Q: I have a scan of copper squashed and stretched along one axis at constant volume. The two most flattened cells have no results yet. Can you tell me what they will cost in energy before they are revealed?

Cu (I4/mmm, conventional a = 2.886, c = 2.752 Å) strained along c at fixed volume, from a cell not relaxed at this level; free energies are relative to that cell, and pressure is positive in compression. Ansatz 0.2.0, plane-wave PAW, r2SCAN, scalar-relativistic, no spin polarisation, cutoff 500 eV, k mesh 26×26×26, Gaussian smearing 0.15 eV.

```
axial ratio (over its starting value)  energy change (meV/atom)  pressure (GPa)
                                  0.8                         ?               ?
                                 0.85                         ?               ?
                                 0.92                       4.4            0.78
                                 0.96                       0.7            0.45
                                    1                       0.0            0.29
                                 1.05                      -0.1            0.23
                                  1.1                      -0.8            0.27
                                  1.2                      -8.0            0.28
                                  1.3                     -20.6            0.10
```

A: I can try, but first we need to know which crystal this is. The axial ratio is measured against the starting cell, and that cell is not ordinary copper. Its height c divided by its width a is 0.954, which makes it a slightly flattened body-centred cubic (bcc) crystal. True bcc, with c/a = 1, lies at an axial ratio of 1.05.

Q: Then where is the copper I have in my workshop?

A: It is face-centred cubic (fcc), and it lies further along the same path. Stretch a bcc cell until c/a reaches √2 and the atoms sit exactly on an fcc lattice. The scan stops short of that, at c/a = 1.24. So the falling energies at the right-hand end show copper on its way from bcc to fcc, and the last row is not yet the bottom.

Q: Why is the curve so flat around bcc?

A: Symmetry requires the slope to vanish at bcc itself, though it doesn't say how wide the flat stretch is. In a cubic crystal the stress is the same along all three axes. If you stretch one axis slightly and shrink the other two to keep the volume, the work gained on one is lost on the others. To first order the energy can't change, so the slope is zero at bcc, and by the same argument it is zero at fcc.

Q: Does zero slope mean that the crystal is stable there?

A: No. Think of a rigid pendulum: symmetry makes both the hanging and the upright position free of torque, yet only the hanging one is stable. The comparison ends at one point, though. A pendulum tilted left or right from upright loses the same energy, whereas flattening and stretching a bcc crystal are different operations.

Q: Can I see that difference in the known rows?

A: Yes. The rows at 0.92 and 1.2 are nearly equal distortions of bcc in opposite directions. The first lies 4.5 meV/atom above bcc and the second 7.9 meV/atom below it. A simple spring law, a parabola centred on bcc, would give both the same sign, so it fails at once.

Q: What are the atoms doing?

A: In bcc each atom has eight nearest neighbours and six slightly further away. Stretching the cell brings four of those six inwards, and at fcc they join the eight to make twelve equal neighbours. Flattening brings in only the other two, above and below the atom. At a ratio of 0.80 that pair is 2.37 Å away, closer than the eight at 2.50 Å.

That geometry makes a steep rise plausible for strong flattening, because two contacts become short. It also suggests how the rise begins, while the pair is still further away than the eight. At fixed volume the pair moves about twice as far as the four, in the opposite direction: at 0.92 the pair has come in from 2.84 to 2.60 Å, and the four have gone out only to 2.97 Å. A repulsion that steepens at short range should cost more on the pair than it saves on the four. The eight lengthen a little whichever way the cell is strained, and that relief is expected to cancel much of the cost near bcc and to win on the stretched side, where the four close in slowly. The geometry doesn't tell us how much of the rise is repulsion between atoms and how much comes from the energies of the conduction electrons. The calculation gives only the total.

Q: At 0.85 the two and the eight must be almost equally far away. Could that be a special, stable structure?

A: They are almost equal, at 2.47 and 2.48 Å. But ten equal distances don't make the crystal cubic: the vertical axis still differs from the other two. Symmetry therefore doesn't force a flat spot there, and I see no reason to predict one.

Q: How do you turn this into a number?

A: I measure the shape by the strain t = ln(c/a), which is zero at bcc and t₁ = ln √2 = 0.3466 at fcc. A slope that vanishes at both places, with two numbers left to adjust, is

dE/dt = t (t − t₁)(A + B t)

Here E is the energy change, and A and B are adjustable numbers. Integration gives

E = E₀ + A (t³/3 − t₁t²/2) + B (t⁴/4 − t₁t³/3)

I fitted E₀, A and B to the seven known rows. A also sets the curvature at bcc, but I use both numbers only to draw the curve, not as measured properties of copper.

Q: Work one case through for me.

A: Take the ratio 0.80, which was not part of the fit. There c/a = 0.763 and t = −0.2707, so the first bracket is −0.01931 and the second is 0.003634. With the fitted A = 1073 and B = 25458 meV/atom, and E₀ = −0.1 meV/atom,

E = −0.1 − 1073 × 0.01931 + 25458 × 0.003634 ≈ 72 meV/atom

Q: And how far would you trust it?

A: My forecast is 72 ± 15 meV/atom at 0.80 and 28 ± 5 meV/atom at 0.85. That means a steep, accelerating climb with no second minimum there. The error bars are a judgement, much wider than the scatter of the fit, because on the flattened side we are going up to twice as far in strain as the known rows do.

For the pressure I offer only an order. It already climbs from 0.23 to 0.78 GPa as the known cells are flattened from bcc, so it should be higher in both new rows than in any known row, and highest at 0.80.

Q: Let us see the results.

The withheld rows as computed:

```
axial ratio (over its starting value)  energy change (meV/atom)  pressure (GPa)
                                  0.8                      73.9            4.59
                                 0.85                      29.1            2.36
```

A: The energies are 29.1 meV/atom at 0.85 and 73.9 meV/atom at 0.80. Both lie inside the ranges, and the climb does accelerate. The near-equality of ten neighbours produced no dip at 0.85. The order forecast for the pressure holds too: 2.36 GPa at 0.85 and 4.59 GPa at 0.80, both above the 0.78 GPa that was the highest known value.

Q: Your energies were both a little low. Why?

A: They were low by about 1 and 2 meV/atom, or 3 to 4 % of the computed values. A curve with so few adjustable numbers must compromise, and it already misses the known row at 1.2 by 0.3 meV/atom. A higher power of the strain could steepen the flattened side, but two small misses don't establish that this is the cause. The bars turned out generous here, which is no licence to narrow them for a longer extrapolation.

Q: Does the success prove that fcc had to be built into the curve?

A: No, and there is a direct comparison. I also fitted a fourth-power curve to the same seven rows with a flat spot imposed only at bcc. It predicted 29.4 and 76.2 meV/atom, slightly better at 0.85 and about equally good at 0.80. For these two rows, then, knowledge of fcc was not essential.

What that second curve does show is more interesting. Left to itself, it places its minimum on the stretched side at c/a = 1.37, beyond the last computed row and within 3 % of the fcc value of 1.41. The known rows thus point roughly towards the place that symmetry marks, but the position is an extrapolation that leans on the last two rows, and another form of curve can be expected to shift it by several per cent. The printed output below gives both fits in full.

Q: Could I read the energy difference between bcc and fcc from the last row?

A: No, because at 1.3 the crystal is still on the slope. The curve with both flat spots built in continues to about 38 meV/atom below bcc at fcc. Treat that as a plausibility figure, since no computed point lies there, and probably a slightly high one: at 1.3 the curve falls about a tenth more steeply than the stresses of that row imply, and the second curve bottoms out shallower. A calculation at c/a = √2 would replace it.

Q: What should I do with a scan like this for another metal?

A: Convert the axial ratio to the true c/a of the body-centred cell first, then mark bcc at 1 and fcc at √2. The curve must be flat at both marks as long as the electrons share the cubic symmetry, which layered antiferromagnetic order, for example, would break. Whether each is a valley or a hilltop depends on the metal and has to be calculated. Between and beyond the marks, use points on both sides of bcc, because one side doesn't tell you the other.

Q: And is bcc copper itself a hilltop or a valley on this path?

A: Probably a very low hilltop. The energies alone can't settle it, because bcc and the starting cell differ by less than 0.1 meV/atom. The stresses from the same runs say more. The row at 1.05 is stretched a hair beyond bcc, and there the crystal pushes outwards harder along the axis than across it, though only by about 0.01 GPa. It would stretch further rather than return to bcc.

In the starting cell the push is also harder along the axis, by about 0.08 GPa, which drives that cell back towards bcc. If bcc is a hilltop, there must then be a shallow dip between the two shapes, and both fitted curves do have one close to the starting cell. The row at 1.1 also favours a hilltop. It lies about as far beyond bcc as the starting cell falls short of it, and its excess push along the axis is about 0.65 GPa against 0.08 GPa, whereas a valley would need the larger push on the flattened side. The energies don't quite agree: both curves put the starting cell below bcc, while the computed energy puts it about 0.05 meV/atom above. Because the stress difference beside bcc is so small, I would confirm the dip with closely spaced shapes, a denser k mesh and less smearing.

Numerical output:

```
Shape and neighbour distances:
   row     c/a  strain ln(c/a)  2 axial neighbours (Å)  8 diagonal neighbours (Å)  4 in-plane neighbours (Å)
   0.8  0.7629         -0.2707                   2.372                      2.498                      3.109
  0.85  0.8105         -0.2101                   2.469                      2.483                      3.047
  0.92  0.8773         -0.1309                   2.603                      2.469                      2.967
  0.96  0.9154        -0.08837                   2.678                      2.464                      2.926
   1.0  0.9536        -0.04754                   2.752                      2.461                      2.886
  1.05   1.001        0.001247                   2.843                       2.46                      2.839
   1.1   1.049         0.04777                   2.933                      2.461                      2.796
   1.2   1.144          0.1348                   3.108                       2.47                      2.716
   1.3    1.24          0.2148                   3.278                      2.486                      2.644
fit of energy_change on 7 rows: constant -0.08228 +/- 0.11, coefficient of g1 1073 +/- 49, coefficient of g2 25458 +/- 300; rms 0.15, worst 1.2 0.315, leave-one-out rms 0.417
  rows outside the fit (model, value, miss): 0.8 71.7, 73.9, -2.2; 0.85 28.05, 29.1, -1.05
fit of energy_change on 7 rows: constant 0.01014 +/- 0.083, coefficient of t2 -214.7 +/- 13, coefficient of t3 -2654 +/- 40, coefficient of t4 7324 +/- 384; rms 0.0848, worst 1.0 -0.152, leave-one-out rms 1.15
  rows outside the fit (model, value, miss): 0.8 76.24, 73.9, 2.34; 0.85 29.4, 29.1, 0.299
c/a of the minimum that the rival quartic finds by itself (fcc is 1.414): 1.374
extrapolated depth of fcc below bcc in the main model, meV/atom: 38.05
energy at ratio 0.92 less that at 1.05 (bcc), meV/atom: 4.5
energy at ratio 1.2 less that at 1.05 (bcc), meV/atom: -7.9
error bar of the forecast at ratio 0.85, meV/atom: 5
error bar of the forecast at ratio 0.80, meV/atom: 15
```
